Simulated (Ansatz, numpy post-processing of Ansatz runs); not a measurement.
# Band gap, valley splitting and electron mass of diamond under biaxial strain normal to [001], computed with r2SCAN

Stretching diamond in a plane narrows its computed gap, and so does compressing it, but at 2 per cent the stretch costs about 0.72 eV and the compression only about 0.26 eV. Why should both signs of strain close the gap, and why so unequally? The answer matters for strained diamond layers, where the order of the levels decides which valleys hold the electrons and which band holds the holes. We follow the r2SCAN gap, the band edges and the electron mass from −2.0 to +2.0 per cent in-plane strain, with the [001] axis free to relax. Changes are counted from the unstrained cell, whose gap is 4.360 eV.

## Method

C (diamond), space group 227, 2 atoms in the cell, from the Crystallography Open Database. The reference is the cell relaxed to zero pressure with this functional (primitive vectors 2.518, 2.518, 2.518 angstrom). An equal strain is imposed in the plane normal to [001], as by a substrate; the length along [001] is adjusted until the stress along it vanishes, while the ions stay on sites fixed by symmetry. Ansatz 0.2.0, plane waves with PAW potentials (set ansatz_paw_generated_soft_1), r2SCAN, scalar-relativistic, without spin-orbit coupling, no spin polarisation, no Hubbard U; cutoff 500 eV, self-consistent k meshes 8x8x8. Band extrema were located on a dense mesh in each cell and refined; masses are central differences at 0.008 and 0.03 1/angstrom.

- imposed strain (per cent): in-plane strain imposed, positive in tension.
- free strain (per cent): resulting strain along the free axis.
- edges: where the valence-band maximum and the conduction-band minimum lie in the zone.
- band gap (eV): fundamental Kohn-Sham gap, conduction-band minimum minus valence-band maximum.
- electron mass (m_e): electron conductivity mass of the lowest valley, in free-electron masses.
- next valley (eV): height of the next conduction valley above the lowest one, where one lies within the search window.

## Results

```
member         side         imposed strain (per cent)  free strain (per cent)  edges                                             band gap (eV)  electron mass (m_e)  next valley (eV)
−2.0 per cent  compression  −2.0                       0.44                    Gamma to on Gamma-X (4 valleys, across the axis)  4.104          0.378                0.626
−1.5 per cent  compression  −1.5                       0.33                    Gamma to on Gamma-X (4 valleys, across the axis)  4.169          0.379                0.466
−1.0 per cent  compression  −1.0                       0.22                    Gamma to on Gamma-X (4 valleys, across the axis)  4.234          0.381                0.308
−0.5 per cent  compression  −0.5                       0.11                    Gamma to on Gamma-X (4 valleys, across the axis)  4.298          0.379                0.153
+0.0 per cent  compression  0.0                        0.00                    Gamma to on Gamma-X                               4.360          0.379                –
+0.0 per cent  tension      0.0                        0.00                    Gamma to on Gamma-X                               4.360          0.379                –
+0.5 per cent  tension      0.5                        −0.11                   Gamma to on Gamma-X (2 valleys, along the axis)   4.175          0.380                0.151
+1.0 per cent  tension      1.0                        −0.21                   Gamma to on Gamma-X (2 valleys, along the axis)   3.995          0.378                0.300
+1.5 per cent  tension      1.5                        −0.32                   Gamma to on Gamma-X (2 valleys, along the axis)   3.818          0.378                0.446
+2.0 per cent  tension      2.0                        −0.43                   Gamma to on Gamma-X (2 valleys, along the axis)   3.645          0.378                0.591
```

Least-squares fits to the whole series, with x = imposed strain (per cent); R² in the fitted variables, residuals in the unit of y:

```
y                    side         members  fit                        R²    rms residual  leave-one-out rms  standard deviation of y
band gap (eV)        compression  5        y = 4.3612 + 0.12820 x     1.00  8.8×10⁻⁴      0.0018             0.10
band gap (eV)        tension      5        y = 4.356 − 0.3574 x       1.00  0.0032        0.0068             0.28
electron mass (m_e)  compression  5        y = 0.3796 + 4.000×10⁻⁴ x  0.08  9.4×10⁻⁴      0.0015             0.0011 (fit no better than the mean)
electron mass (m_e)  tension      5        y = 0.3794 − 8.000×10⁻⁴ x  0.50  5.7×10⁻⁴      8.9×10⁻⁴           8.9×10⁻⁴ (fit hardly better than the mean)
```

## Reading the trend

In every row the valence maximum is at Gamma and the conduction minimum on a Gamma–X line. Strain changes which of the six valleys are lowest: the four in-plane ones under compression, the two along the axis under tension.

Let $x$ be the in-plane strain in per cent. The free axis strains by about $-0.22x$, so the volume changes by about $1.8x$ per cent and the cell becomes tetragonal. We assume that every level moves linearly with strain.

The volume change shifts the mean gap by $ax$. The tetragonal part leaves the mean of the six valleys in place, so if they split by $D_c|x|$, the two axis valleys move by $-\tfrac{2}{3}D_c x$ and the four others by $+\tfrac{1}{3}D_c x$. Likewise the valence triplet splits by $D_v|x|$ into a $p_z$ singlet, at $+\tfrac{2}{3}D_v x$, and a $p_x, p_y$ doublet, at $-\tfrac{1}{3}D_v x$. The gap runs from the highest valence level to the lowest valley:

$$\Delta E_g = ax - \tfrac{2}{3}(D_c + D_v)\,x \quad (x>0)$$

$$\Delta E_g = ax + \tfrac{1}{3}(D_c + D_v)\,x \quad (x<0)$$

Splitting therefore narrows the gap for either sign, twice as strongly in tension, where the smaller group of levels forms each edge.

The valence order is inferred from bond geometry. Tension tilts the bonds towards the plane, which weakens the bonding of $p_z$ and raises it. The density-of-states mass of the holes, computed but not tabled, supports this: it falls far more under slight tension, where one band is left on top, than under slight compression, where two are.

The electron mass stays between 0.378 and 0.381 $m_e$ without a usable trend, so the curvature of the lowest valley, averaged over directions, hardly changes. Being an average over directions, this mass does not express the anisotropy that appears when only some of the valleys are filled.

## Fixing and testing the model

We fix the parameters on the members at −1.0 and +1.0 per cent, counting from the unstrained gap. The gap changes are 4.234 − 4.360 = −0.126 eV and 3.995 − 4.360 = −0.365 eV. Their sizes add up to the total splitting, and the mean shift follows from the two equations:

- $D_c + D_v$ = 0.126 + 0.365 = 0.491 eV per per cent
- $a$ = (2 × 0.126 − 0.365) / 3 = −0.038 eV per per cent
- $D_c$ = (0.308 + 0.300) / 2 = 0.304 eV per per cent, from the next valley
- $D_v$ = 0.491 − 0.304 = 0.187 eV per per cent

Volume change thus adds 0.038 eV to the loss at +1.0 per cent and takes 0.038 eV from it at −1.0, which makes the ratio of the losses larger than two.

With the two slopes, +0.126 and −0.365 eV per per cent, four other members come out as follows:

- −2.0 per cent: 4.360 − 2.0 × 0.126 = 4.108 eV; table 4.104 eV.
- −0.5 per cent: 4.360 − 0.5 × 0.126 = 4.297 eV; table 4.298 eV.
- +0.5 per cent: 4.360 − 0.5 × 0.365 = 4.1775 eV; table 4.175 eV.
- +2.0 per cent: 4.360 − 2.0 × 0.365 = 3.630 eV; table 3.645 eV.

Over all six strained members not used to fix the model, the rms miss is 0.007 eV, against standard deviations of 0.10 eV in compression and 0.28 eV in tension. Because each side has its own slope, this tests linearity and not the division into $a$, $D_c$ and $D_v$.

The valley splitting is a separate check. At 2.0 per cent the model gives 2.0 × 0.304 = 0.608 eV for either sign; the table has 0.626 eV in compression and 0.591 eV in tension.

## Outliers

Largest departures from the fit to the whole series:

```
member         side         band gap (eV)  fit    computed − fit  in rms residuals
+0.0 per cent  compression  4.360          4.361  −0.001          1.4
+0.0 per cent  tension      4.360          4.356  +0.004          1.2
+2.0 per cent  tension      3.645          3.641  +0.004          1.2
−1.0 per cent  compression  4.234          4.233  +0.001          1.1
```

The largest miss in the gap is at +2.0 per cent, where the computed value lies 3.645 − 3.630 = 0.015 eV above the model. The assumption that fails is linearity. The valley splitting per per cent of strain falls steadily along the series, from 0.626 / 2.0 = 0.313 eV at −2.0 to 0.591 / 2.0 = 0.296 eV at +2.0.

This has the right sign for both ends. At +2.0 the splitting is 2 × 0.300 − 0.591 = 0.009 eV smaller than doubling the +1.0 value would give, and two thirds of that, 0.006 eV, goes into a wider gap. At −2.0 it is 0.626 − 2 × 0.308 = 0.010 eV larger, and one third, 0.003 eV, narrows the gap, close to the miss of −0.004 eV there. The remaining 0.009 eV at +2.0 may come from a valence splitting that also grows less than linearly as the bonds lengthen.

The response of the free axis is too regular to be the cause: the in-plane and axial strains differ by 2.0 + 0.44 = 2.44 per cent at the compressed end and by 2.0 + 0.43 = 2.43 per cent at the stretched end.

## Conclusions

Between −2.0 and +2.0 per cent, two slopes reproduce the tabled gaps to 0.015 eV or better. Both signs of strain narrow the gap because both split the band edges, and tension does more because it moves the smaller group of levels further and because the growth in volume narrows the gap as well.

The absolute gaps are less secure than their changes. The r2SCAN gap of diamond lies below the measured one by roughly 1 eV, more than the whole spread of the table. Zero-point motion of the nuclei, left out here, would lower the gap by a few tenths of an eV, comparable with the entire loss on the compression side. Both should shift neighbouring members by similar amounts and so largely cancel in the slopes.

[Logs are printed without paths, hosts, clocks, repeated set-up lines and the standing remarks that a program may print on its own settings, such as how far it seeks lower states.]

[On method and selection: A blank cell means that the quantity is not defined for the row (degenerate or flat band, gap under 0.12 eV, no such level or valley in the search window, times from unlike processors), was not computed, or did not pass its check. Runs that did not converge, have known faults or may not be shown are not listed, and runs on Ansatz's PAW sets soft_1 and soft_2 are kept to separate tables.]
